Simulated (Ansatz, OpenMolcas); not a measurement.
A ladder of methods for CH7NOSi (SMILES OCN[SiH3])

The species is CH7NOSi (11 atoms), meant as a singlet with charge 0. As SMILES, `OCN[SiH3]`. Geometry: relaxed at PBE0-D4/def2-TZVP. This is one conformer, not always the lowest.

| atom | x (Å) | y (Å) | z (Å) |
| --- | --- | --- | --- |
| O | -1.2080 | 1.8085 | -0.6684 |
| C | -0.0098 | 1.1978 | -0.2606 |
| N | 0.0215 | -0.2043 | -0.5522 |
| Si | 0.4725 | -1.4259 | 0.5712 |
| H | -1.9307 | 1.2911 | -0.2993 |
| H | 0.7769 | 1.7531 | -0.7813 |
| H | 0.1508 | 1.3206 | 0.8204 |
| H | 0.0332 | -0.4105 | -1.5397 |
| H | -0.2127 | -1.1405 | 1.8601 |
| H | 1.9344 | -1.5155 | 0.8581 |
| H | 0.0371 | -2.7316 | 0.0127 |

Each level gives the energy change with the N3–H8 bond stretched from 1.009 to 1.513 Å (eV). The values are calculated.

| level | kind | program | value (eV) | less CCSD(T)/cc-pVDZ | CPU time (all runs) |
| --- | --- | --- | --- | --- | --- |
| HF/cc-pVDZ (restricted) | Hartree–Fock | OpenMolcas | 2.66 | +0.48 | 22 s |
| BLYP/cc-pVDZ (restricted) | GGA | OpenMolcas | 1.95 | -0.23 | 1.8 min |
| PBE/cc-pVDZ (restricted) | GGA | Ansatz | 2.02 | -0.16 | 8.8 s |
| M06-2X/cc-pVDZ (restricted) | hybrid meta-GGA | OpenMolcas | 2.29 | +0.11 | 2.4 min |
| CAM-B3LYP/cc-pVDZ (restricted) | range-separated hybrid | Ansatz | 2.27 | +0.09 | 13 s |
| wB97M-V/cc-pVDZ (restricted) | range-separated hybrid | Ansatz | 2.27 | +0.09 | 72 s |
| CCSD(T)/cc-pVDZ (restricted) | coupled cluster or CI | Ansatz | 2.18 | 0.00 | 44 s |
| CCSD/cc-pVDZ (restricted) | coupled cluster or CI | Ansatz | 2.24 | +0.06 | 33 s |

Differences are taken from CCSD(T)/cc-pVDZ (restricted) for orientation; it has basis-set and higher-order errors of its own. The first shape isn't each level's own minimum. The values span 1.95 to 2.66 eV. CPU times are rough (shared hosts, several kinds of processor and program).

Stretching the N–H bond costs 2.18 eV with CCSD(T). Hartree–Fock makes the bond much too stiff, and the two GGAs make it too soft. The three hybrids lie slightly above the coupled-cluster value and almost coincide, so this test gives no meaningful ranking among them.

As the bond lengthens, its σ and σ* orbitals move closer in energy, and left-right correlation within the bonding pair becomes more important. Correlation therefore stabilises the stretched structure more than the initial one and lowers the cost of stretching. The spread of methods probably reflects how each treats this gain, which is absent in Hartree–Fock and exaggerated by semilocal exchange in the GGAs. The perturbative triples lower the CCSD value by only 0.06 eV, which suggests that a single-reference description is still serviceable at this length.

The energies describe a partly stretched bond, not its dissociation energy, and the good agreement of the hybrids can't be carried over to full N–H cleavage, where a restricted singlet description breaks down.
